# Solution key: scaling Green–Kubo relation for ageing correlations

**Notation.** $v(t)$ is a random velocity and $x(t)=\int_0^t v\,dt'$. For an oscillator $v=\delta\omega$ is the deviation of the angular frequency from its ensemble mean and $x$ is the accumulated phase in radians. Brackets denote an average over systems that were all prepared in the same way at $t=0$. The correlation function is written with the *earlier* time as first argument,
$$K(t,\tau)=\langle v(t+\tau)v(t)\rangle,\qquad \tau\ge 0 .$$

## (a) Premises

Let $t_c$ be a fixed microscopic time.

- **P1.** $\langle v(t)\rangle=0$, and $\langle v^2(t)\rangle\le V^2(1+t/t_c)^{\mu}$ with $0\le\mu<\nu-1$. This requires $\nu>1$.
- **P2 (scaling).** For fixed $t,\tau>0$, $\lambda^{2-\nu}K(\lambda t,\lambda\tau)\to C\,t^{\nu-2}\phi(\tau/t)$ as $\lambda\to\infty$.
- **P3 (bound).** For $t,\tau>t_c$, $|K(t,\tau)|\le M\,t^{\nu-2}\Phi(\tau/t)$ with $\int_0^\infty(1+s)^{-\nu}\Phi(s)\,ds<\infty$.

For power-law bounds $\Phi\propto s^{-\delta}$ at small $s$ and $\Phi\propto s^{-\delta'}$ at large $s$, P3 reads $\delta<1$ and $\delta'>1-\nu$. Only the product $C\phi$ has a meaning; the split is a convention.

## (b) Derivation of $\langle x^2\rangle\simeq 2D_\nu T^\nu$

**Step 1: exact double integral.** Squaring $x(T)$ gives an integral of $\langle v(t_2)v(t_1)\rangle$ over a square. The integrand is symmetric in $t_1\leftrightarrow t_2$, so the square is twice the triangle $t_1<t_2$:
$$\langle x^2(T)\rangle=2\int_0^T dt_2\int_0^{t_2}dt_1\,K(t_1,t_2-t_1).\tag{1}$$
The interchange of average and integral is allowed because P1 and the Cauchy–Schwarz inequality $|K(t,\tau)|\le[\langle v^2(t)\rangle\langle v^2(t+\tau)\rangle]^{1/2}$ bound the integrand.

**Step 2: the two strips without scaling.** The strip $t_2-t_1<t_c$ has area at most $t_cT$, and there $|K|\le V^2(1+T/t_c)^\mu$, so it contributes $O(T^{1+\mu})$. The strip $t_1<t_c$ has area at most $t_cT$, and there $|K|\le 2^{\mu/2}V^2(1+T/t_c)^{\mu/2}$, so it contributes $O(T^{1+\mu/2})$. Since $1+\mu<\nu$, both are $o(T^\nu)$. This is where $\nu>1$ enters: short-lag correlations in general produce a term linear in $T$, and the scaling term must outgrow it.

**Step 3: rescaling.** In the remaining region put $t_1=Ta$, $t_2=Tb$:
$$\frac{\langle x^2(T)\rangle}{T^{\nu}}=2\int_0^1db\int_0^b da\;T^{2-\nu}K\big(Ta,T(b-a)\big)\,\chi_T(a,b)+o(1),$$
where $\chi_T$ is 1 outside the strips and 0 inside, and tends to 1 at every interior point. By P2 the integrand tends to $Ca^{\nu-2}\phi\big((b-a)/a\big)$. By P3 its modulus is below $Ma^{\nu-2}\Phi\big((b-a)/a\big)$, which does not depend on $T$ and is integrable by the calculation of step 4 with $\Phi$ in place of $\phi$. Dominated convergence then allows the limit under the integral.

**Step 4: change of variable.** At fixed $b$ let $s=(b-a)/a$, so that $a=b/(1+s)$ and $|da|=b\,ds/(1+s)^2$. The range $0<a<b$ maps onto $\infty>s>0$:
$$\int_0^b da\,a^{\nu-2}\phi\Big(\frac{b-a}{a}\Big)=b^{\nu-1}\int_0^\infty\frac{\phi(s)}{(1+s)^{\nu-2}(1+s)^{2}}\,ds .$$
The $s$ integral is independent of $b$, and $\int_0^1b^{\nu-1}db=1/\nu$.

**Result.**
$$\langle x^2(T)\rangle\simeq 2D_\nu T^\nu,\qquad D_\nu=\frac{C}{\nu}\int_0^\infty\frac{\phi(s)}{(1+s)^{\nu}}\,ds .\tag{2}$$
This is the scaling Green–Kubo relation (Dechant, Lutz, Kessler and Barkai, 2014). $D_\nu$ has the unit of $C$, for a phase $\mathrm{rad^2\,s^{-\nu}}$. *Common slip:* scaling with the later time, $K=C(t+\tau)^{\nu-2}\tilde\phi$, changes the weight; the factor $(1+s)^{-\nu}$ belongs to the convention of P2.

## (c) Dependence on preparation

**Normal case.** Differentiating (1) gives $d\langle x^2\rangle/dT=2\int_0^TK(T-\tau,\tau)\,d\tau$. Suppose $K(t,\tau)\to K_s(\tau)$ for $t\to\infty$ and $|K|\le G(\tau)$ with $G$ integrable. Dominated convergence gives $d\langle x^2\rangle/dT\to2D$ with $D=\int_0^\infty K_s\,d\tau$. Only lags $\tau\ll T$ carry weight, both times are then late, and every preparation that relaxes to the same $K_s$ gives the same $D$.

**Scaling case.** In (2) the weight lies at $s$ of order one, where the lag is comparable with the age. Two preparations can share the small-$s$ form of $\phi$ and differ at $s\sim1$, and then their $D_\nu$ differ however long one observes.

**Waiting time $t_0$.** Let $X(t;t_0)=\langle[x(t_0+t)-x(t_0)]^2\rangle$ with $t\gg t_c$ and $r=t_0/t$ fixed. The triangle is now $t_0<t_1<t_2<t_0+t$, and steps 2 and 3 carry over. With $s=(t_2-t_1)/t_1$ the condition $t_1>t_0$ reads $s<t_2/t_0-1$:
$$X\simeq2C\int_{t_0}^{t_0+t}dt_2\,t_2^{\nu-1}\int_0^{t_2/t_0-1}\frac{\phi(s)\,ds}{(1+s)^\nu}.$$
Exchanging the order, $s$ runs from 0 to $t/t_0$ and $t_2$ from $t_0(1+s)$ to $t_0+t$. Hence $X\simeq2D_\nu(r)\,t^\nu$ with
$$D_\nu(r)=\frac{C}{\nu}\int_0^{1/r}\phi(s)\left[\frac{(1+r)^\nu}{(1+s)^\nu}-r^\nu\right]ds .\tag{3}$$
For $r\to0$ this returns (2). For $r\to\infty$ only $s<1/r$ contributes. If $\phi\simeq\kappa s^{-\delta}$ there, then $K\simeq C\kappa\,t_0^{\nu-2+\delta}\tau^{-\delta}$ across the window, and
$$X\simeq2\int_0^t(t-\tau)K\,d\tau=\frac{2C\kappa\,t_0^{\nu-2+\delta}\,t^{2-\delta}}{(1-\delta)(2-\delta)} .\tag{4}$$
For $\delta=2-\nu$ the age drops out, the correlation has the stationary limit $C\kappa\tau^{\nu-2}$, and
$$D_\nu^{\rm st}=\frac{C\kappa}{\nu(\nu-1)} .\tag{5}$$
For any other $\delta$ the aged system has the exponent $2-\delta\neq\nu$ and a prefactor that changes with $t_0$.

Equation (5) also follows from (2) with $\phi=\kappa s^{\nu-2}$. The substitution $w=s/(1+s)$, $dw=ds/(1+s)^2$, gives
$$\int_0^\infty\frac{s^{\nu-2}}{(1+s)^{\nu}}ds=\int_0^1w^{\nu-2}dw=\frac1{\nu-1}.\tag{6}$$
The part with $s>1$, that is $w>1/2$, is the fraction $1-2^{1-\nu}$ of the total, 0.293 for $\nu=3/2$. A finite share of the variance thus comes from pairs whose lag exceeds the age of the earlier member.

## (d) A renewal model of ageing frequency noise

**Model.** A charge hops among traps at the oxidised surface of a resonator. In each trap it shifts the frequency by a constant $v$. At each hop a new $v$ (mean 0, variance $\Delta^2$, bounded) and a new escape rate $k$ are drawn, independently of each other and of the past. For $N$ independent charges the covariances add, and $\Delta^2$ stands for the sum. The rates follow the density $g(k)=u_0^\alpha k^{\alpha-1}e^{-ku_0}/\Gamma(\alpha)$ with $1<\alpha<2$. The probability that a sojourn outlasts $u$ is
$$\Psi(u)=\int_0^\infty g(k)e^{-ku}dk=(1+u/u_0)^{-\alpha},\qquad m=\int_0^\infty\Psi\,du=\frac{u_0}{\alpha-1},$$
with $m$ the mean sojourn and $\psi=-\Psi'$ the density. The second moment of the sojourn diverges. With $k=k_0e^{-E/k_BT_{\rm b}}$ at bath temperature $T_{\rm b}$, the barrier density is proportional to $k\,g(k)\propto k^\alpha e^{-ku_0}$. It peaks at $k=\alpha/u_0$, that is at $E_p=k_BT_{\rm b}\ln(k_0u_0/\alpha)$, and has the tail $e^{-E/E_0}$ with $E_0=k_BT_{\rm b}/\alpha$.

**Correlation.** If a hop occurs in $(t,t+\tau)$, the two values of $v$ are independent and the product averages to zero. Otherwise it averages to $\Delta^2$. So $K=\Delta^2p_0(t,\tau)$, with $p_0$ the probability of no hop.

*Fresh preparation:* every sojourn starts at $t=0$, as after a reset that empties the traps and refills them at random. Sorting by the time $t'$ of the last hop before $t$, with $\rho(t')$ the mean rate of hops,
$$p_0(t,\tau)=\Psi(t+\tau)+\int_0^t\rho(t')\,\Psi(t+\tau-t')\,dt' .\tag{7}$$
The premises hold. P1: $\langle v^2\rangle=\Delta^2$, so $\mu=0$. P3: the hazard rate $\psi/\Psi=\alpha/(u+u_0)$ never exceeds $\alpha/u_0$, so $\rho\le\alpha/u_0$, and (7) gives $p_0\le\Psi(\tau)+(\alpha/u_0)\int_\tau^\infty\Psi\,du\le M'\tau^{1-\alpha}$ for $\tau>u_0$. This is P3 with $\nu=3-\alpha$ and $\Phi=s^{\nu-2}$, integrable by (6). P2: the renewal theorem gives $\rho(t')\to1/m$. Rescale all times by $\lambda$ and multiply (7) by $\lambda^{\alpha-1}$. The first term vanishes as $1/\lambda$, and in the second $\lambda^\alpha\Psi(\lambda y)\to(u_0/y)^\alpha$ from below, so it tends to
$$\frac{u_0^\alpha}{m}\int_0^t(t+\tau-t')^{-\alpha}dt'=u_0^{\alpha-1}\left[\tau^{1-\alpha}-(t+\tau)^{1-\alpha}\right].$$
Therefore
$$\nu=3-\alpha,\qquad C=\Delta^2u_0^{\alpha-1},\qquad\phi(s)=s^{\nu-2}-(1+s)^{\nu-2}.\tag{8}$$
In (2) the first term gives $1/(\nu-1)$ by (6) and the second gives $\int_0^\infty(1+s)^{-2}ds=1$:
$$D_\nu^{\rm fr}=\frac{C}{\nu}\Big[\frac1{\nu-1}-1\Big]=\frac{C(2-\nu)}{\nu(\nu-1)} .\tag{9}$$

*Stationary preparation:* a trap is occupied in proportion to its mean dwell time $1/k$, so the rate seen at any instant has the density $g(k)/(mk)$, of the same form as $g$ with $\alpha-1$ in place of $\alpha$. Then exactly $p_0=(1+\tau/u_0)^{1-\alpha}$, so $\phi=s^{\nu-2}$ with the same $C$, and (5) holds with $\kappa=1$. The ratio is
$$D_\nu^{\rm fr}/D_\nu^{\rm st}=2-\nu=\alpha-1 .\tag{10}$$
The stationary ensemble contains, at $t=0$, charges already sitting in deep traps, which hold one frequency shift through the whole observation. The fresh ensemble lacks them.

*Intermediate age:* (8) means $K\simeq C[\tau^{\nu-2}-t_2^{\nu-2}]$ with $t_2$ the later time. The first term integrates to (5). The second integrates over the triangle to $\int_{t_0}^{t_0+t}(t_2-t_0)t_2^{\nu-2}dt_2$, so
$$\frac{D_\nu(r)}{C}=\frac1{\nu(\nu-1)}-\frac{(1+r)^\nu-r^\nu}{\nu}+\frac{r\left[(1+r)^{\nu-1}-r^{\nu-1}\right]}{\nu-1}.\tag{11}$$
For large $r$, $t_2\approx t_0$ in the window and the deficit from the stationary value is $r^{\nu-2}/2$. For $\nu=3/2$:

| $r=t_0/t$ | 0 | 0.1 | 1 | 10 | 100 | $\infty$ |
|---|---|---|---|---|---|---|
| $D_\nu(r)/C$ | 0.667 | 0.732 | 0.943 | 1.180 | 1.283 | 1.333 |

## (e) Independent route and size of the corrections

Write $x(t)$ as the sum over completed sojourns plus $v(t)B_t$, with $B_t$ the time since the last hop (or since $t=0$). The completed sojourns carry shifts independent of $v(t)$ and of mean zero, so $d\langle x^2\rangle/dt=2\langle xv\rangle=2\Delta^2\langle B_t\rangle$. For the fresh preparation, sorting as in (7),
$$\langle B_t\rangle=t\Psi(t)+\int_0^t\rho(t')\,(t-t')\Psi(t-t')\,dt' .$$
In Laplace space ($t\to p$, hats), $u\Psi(u)\to-\hat\Psi'(p)$, $1+\hat\rho=1/(1-\hat\psi)$ from summing the geometric series of convolutions, and $1-\hat\psi=p\hat\Psi$. The exact result is
$$\widehat{\langle x^2\rangle}(p)=-\frac{2\Delta^2}{p^2}\,\frac{\hat\Psi'(p)}{\hat\Psi(p)} .\tag{12}$$
Measure time in units of $u_0$, $\vartheta=t/u_0$. Then $\hat\Psi=e^pE_\alpha(p)$ with the exponential integral
$$E_\alpha(p)=\int_1^\infty e^{-py}y^{-\alpha}dy=\Gamma(1-\alpha)p^{\alpha-1}-\sum_{n\ge0}\frac{(-p)^n}{n!\,(n+1-\alpha)} .$$
At small $p$, $\hat\Psi\to1/(\alpha-1)$ and $-\hat\Psi'\simeq-(\alpha-1)\Gamma(1-\alpha)p^{\alpha-2}=\Gamma(2-\alpha)p^{\alpha-2}$. With $p^{-z}\leftrightarrow\vartheta^{z-1}/\Gamma(z)$ and $\Gamma(4-\alpha)=(3-\alpha)(2-\alpha)\Gamma(2-\alpha)$,
$$\langle x^2\rangle\simeq2\Delta^2u_0^2\,\frac{(\alpha-1)\,\vartheta^{3-\alpha}}{(3-\alpha)(2-\alpha)},$$
which is (9). The next terms of $-\hat\Psi'/\hat\Psi$ go as $p^{2\alpha-3}$ and $p^0$. They give relative corrections of order $\vartheta^{-(\alpha-1)}$, from the slow approach of $\rho$ to $1/m$, and $\vartheta^{-(2-\alpha)}$, the linear term of step 2.

For $\alpha=3/2$ put $q=\sqrt p$. Then $E_{3/2}=2\,(1-\sqrt\pi q+q^2-\dots)$ and $-dE_{3/2}/dp=\sqrt\pi/q-2+2q^2/3-\dots$. The reciprocal of the bracket is $1+\sqrt\pi q+(\pi-1)q^2+\sqrt\pi(\pi-2)q^3+\dots$, and the factor $e^p$ adds $-1$ to $-\hat\Psi'/\hat\Psi$:
$$-\frac{\hat\Psi'}{\hat\Psi}=\frac{\sqrt\pi}{2q}-\frac{4-\pi}{2}+\frac{\sqrt\pi(\pi-3)}{2}q+\frac{\pi^2-4\pi+8/3}{2}q^2+\dots$$
Inverting term by term, with $\Gamma(5/2)=3\sqrt\pi/4$ and $\Gamma(3/2)=\sqrt\pi/2$,
$$\frac{\langle x^2\rangle^{\rm fr}}{2\Delta^2u_0^2}=\frac23\vartheta^{3/2}-\frac{4-\pi}{2}\vartheta+(\pi-3)\vartheta^{1/2}+\frac{\pi^2-4\pi+8/3}{2}+O(\vartheta^{-1/2}).\tag{13}$$
The stationary case is exact in closed form, from $\int_0^\vartheta(\vartheta-y)(1+y)^{-1/2}dy$:
$$\frac{\langle x^2\rangle^{\rm st}}{2\Delta^2u_0^2}=\frac43\left[(1+\vartheta)^{3/2}-1\right]-2\vartheta .\tag{14}$$
The leading relative corrections to the scaling law are $-\tfrac34(4-\pi)\vartheta^{-1/2}=-0.644\,\vartheta^{-1/2}$ (fresh) and $-\tfrac32\vartheta^{-1/2}$ (stationary).

## (f) Range of validity

1. **$\nu>1$ and $\delta<1$.** For $\delta\ge1$ the integral in (2) diverges at $s\to0$, short lags dominate, and the growth depends on $t_c$. In the model $\alpha\to2$ makes (5) and (9) diverge as $1/(\nu-1)$ while their ratio tends to 1; at $\alpha=2$ the law is $t\ln t$, and for $\alpha>2$ diffusion is normal.
2. **Large $s$.** For $\delta'\le1-\nu$ the integral diverges at $s\to\infty$ and the earliest times dominate.
3. **Non-zero integral.** If the integral in (2) vanishes, the derivation yields only $\langle x^2\rangle=o(T^\nu)$.
4. **Time window.** One needs $t\gg t_c$, with corrections that fall only as powers. Near $\alpha=1$ or $\alpha=2$ they hardly fall at all. If the barriers have an upper limit with longest dwell time $t_{\max}$, scaling ends there, and for $t\gg t_{\max}$ the normal, preparation-independent $D$ of part (c) takes over.
5. **No stationary occupation.** For $0<\alpha<1$, $\hat\Psi\propto p^{\alpha-1}$ at small $p$, and (12) gives $\langle x^2\rangle\simeq(1-\alpha)\Delta^2t^2$. Then $\nu=2$ and $m=\infty$, and the occupation $\propto g(k)/k$ cannot be normalised, so no stationary preparation exists. The aged limit of $D_2(r)$ does exist. From $1+\hat\rho=1/(p\hat\Psi)$ with $\hat\Psi\simeq\Gamma(1-\alpha)p^{\alpha-1}$, the hop rate per $u_0$ is $\rho\simeq[\sin(\pi\alpha)/\pi]\,\vartheta^{\alpha-1}$. With $z=t'/(t+\tau)$, (7) then gives $C=\Delta^2$ and $\phi(s)=[\sin(\pi\alpha)/\pi]\int_0^{1/(1+s)}z^{\alpha-1}(1-z)^{-\alpha}dz$. Equation (2) returns $D_2(0)=(1-\alpha)\Delta^2/2$. Since $\phi\to1$ for $s\to0$, $\kappa=1$ and $\delta=0=2-\nu$, and (5) gives $D_2(r\to\infty)=\Delta^2/2$, that is $X\simeq\Delta^2t^2$ independent of age.
6. **Ensemble second moment only.** Equation (2) is a kinematic identity. It assumes no equilibrium and by itself implies no Einstein relation. It does not fix the distribution of $x$. In the model the variance comes from sojourns of length comparable with $t$, of which about $N(t/m)\Psi(t)\simeq N(\alpha-1)\vartheta^{1-\alpha}$ occur, and $x$ is close to Gaussian only if this number is large. The phase must be referred to the ensemble-mean frequency, since fitting a frequency to each record removes part of the variance.

## (g) Numerical illustration: Si nanobeam oscillator at 300 K

**Carrier frequency.** The compiled elastic constants of Si are $C_{11}=165.64$, $C_{12}=63.94$ and $C_{44}=79.51$ GPa (Oses 2018, temperature not stated). For uniaxial stress along [110], in terms of the cubic compliances,
$$\frac1{Y}=\frac{S_{11}+S_{12}}2+\frac{S_{44}}4=\frac{C_{11}}{2(C_{11}-C_{12})(C_{11}+2C_{12})}+\frac1{4C_{44}},$$
so $Y=169.0$ GPa $=1.055$ eV/Å$^3$. Assume a stress-free doubly clamped beam of length $L=5000$ nm, width 150 nm and thickness $d=100$ nm along the motion, with the typical density $\varrho=2329$ kg/m$^3$. Euler–Bernoulli theory gives $\omega_0=\beta^2(d/L^2)\sqrt{Y/12\varrho}$, where $\beta=4.730$ is the lowest positive root of $\cos\beta\cosh\beta=1$. The result is $\omega_0=2.2\times10^8$ s$^{-1}$, or 35 MHz. Shear and rotary inertia enter at a relative order not above $(\beta d/L)^2=0.009$, hence the two figures.

**Noise model.** Assumed inputs: $\alpha=3/2$, $u_0=1$ ms and total $\Delta/\omega_0=10^{-6}$. Then $m=2$ ms and $\Delta=220$ s$^{-1}$. With $k_BT_{\rm b}=25.85$ meV the barrier tail is $E_0=17.2$ meV. If the attempt rate is assumed equal to the optical-phonon frequency, compiled as 517 cm$^{-1}$ (Ioffe Institute), then $k_0=1.55\times10^{13}$ s$^{-1}$ and $E_p=0.60$ eV. From (8), (9) and (5), in $\mathrm{rad^2\,s^{-3/2}}$,
$$C=1.53\times10^3,\qquad D^{\rm fr}_{3/2}=\tfrac23C=1.02\times10^3,\qquad D^{\rm st}_{3/2}=\tfrac43C=2.04\times10^3 ,$$
and the prefactor in (13) and (14) is $2\Delta^2u_0^2=0.0968$ rad$^2$.

**Competing thermal term.** A mode of effective mass $m_{\rm e}$ and damping rate $\omega_0/Q$ feels a force $f$ with $\langle f(t)f(t')\rangle=2m_{\rm e}(\omega_0/Q)k_BT_{\rm b}\,\delta(t-t')$. For a motion $a\cos(\omega_0t+\theta)$ held at amplitude $a$, the phase obeys $\dot\theta=-f\cos(\omega_0t+\theta)/(m_{\rm e}\omega_0a)$. Averaging $\cos^2$ to $1/2$ gives $\langle\theta^2\rangle=2D_{\rm th}t$ with
$$D_{\rm th}=\frac{\omega_0k_BT_{\rm b}}{4QE_c},\qquad E_c=\tfrac12m_{\rm e}\omega_0^2a^2 .$$
This noise is independent of the traps and adds to the variance. For the mid-span amplitude, $m_{\rm e}$ is the beam mass times the mean square of the mode shape divided by its square at mid-span, a factor 0.3965. Assume $a=1$ nm and $Q=5000$, and neglect the beam's nonlinearity and amplifier noise. Then $E_c=10.5$ eV and $D_{\rm th}=27$ rad$^2$/s.

**Phase variance of the model, in rad$^2$.** The ratio is that of (14) to (13).

| $t$ (s) | fresh, (9) | fresh, (13) | stationary, (5) | stationary, (14) | ratio | $2D_{\rm th}t$ |
|---|---|---|---|---|---|---|
| 0.01 | 2.04 | 1.67 | 4.08 | 2.64 | 1.59 | 0.54 |
| 0.1 | 64.5 | 60.5 | 129 | 112 | 1.84 | 5.4 |
| 1 | $2.04\times10^3$ | $2.00\times10^3$ | $4.08\times10^3$ | $3.89\times10^3$ | 1.95 | 54 |
| 10 | $6.45\times10^4$ | $6.41\times10^4$ | $1.29\times10^5$ | $1.27\times10^5$ | 1.98 | $5.4\times10^2$ |

The ratio approaches the limit $1/(\alpha-1)=2$ from below. At 0.01 s both the finite-time correction and the thermal term are sizeable fractions of the scaling term, and the variance has already passed 1 rad$^2$. Phase coherence is thus lost before (2) becomes accurate, and the scaling law describes long-term timing drift rather than the linewidth. From 1 s on each of the two neglected terms is below 5 per cent. At 1 s the number of long sojourns per charge is $(\alpha-1)\vartheta^{1-\alpha}=0.0158$, so Gaussian phase statistics need $N\gg63$.

**Comparison with typical behaviour.** For stationary noise with $X(\tau)=\langle x^2(\tau)\rangle$, let $A$ and $B$ be the phase increments in two adjacent intervals of length $\tau$. From $X(2\tau)=2X(\tau)+2\langle AB\rangle$ one gets $\langle(B-A)^2\rangle=4X(\tau)-X(2\tau)$, so the Allan variance of the fractional frequency is
$$\sigma_y^2(\tau)=\frac{4X(\tau)-X(2\tau)}{2\omega_0^2\tau^2}.$$
Equation (14) gives $\sigma_y(1\ \mathrm s)=2.1\times10^{-7}$, and the thermal term alone gives $\sqrt{2D_{\rm th}/\tau}/\omega_0=3\times10^{-8}$. The input $\Delta/\omega_0$ was chosen so that $\sigma_y$ at 1 s falls in the range $10^{-7}$ to $10^{-6}$ typical of Si nanoresonators at room temperature, so this number is no test of the model. The slope differs from typical behaviour: such devices typically show a nearly flat, flicker-like $\sigma_y$, which corresponds to $\nu$ near 2, whereas the model has $\sigma_y\propto\tau^{(\nu-2)/2}=\tau^{-1/4}$ for $\tau\gg u_0$. Matched at 1 s, it runs low at longer and high at shorter times by a factor of about 1.8 per decade. The model's result is $D^{\rm fr}_{3/2}=1.02\times10^3$ and $D^{\rm st}_{3/2}=2.04\times10^3\ \mathrm{rad^2\,s^{-3/2}}$. By (10) an $\alpha$ nearer to 1, closer to flicker noise, would widen the gap between the two preparations, at the price of corrections that decay only as $\vartheta^{-(\alpha-1)}$.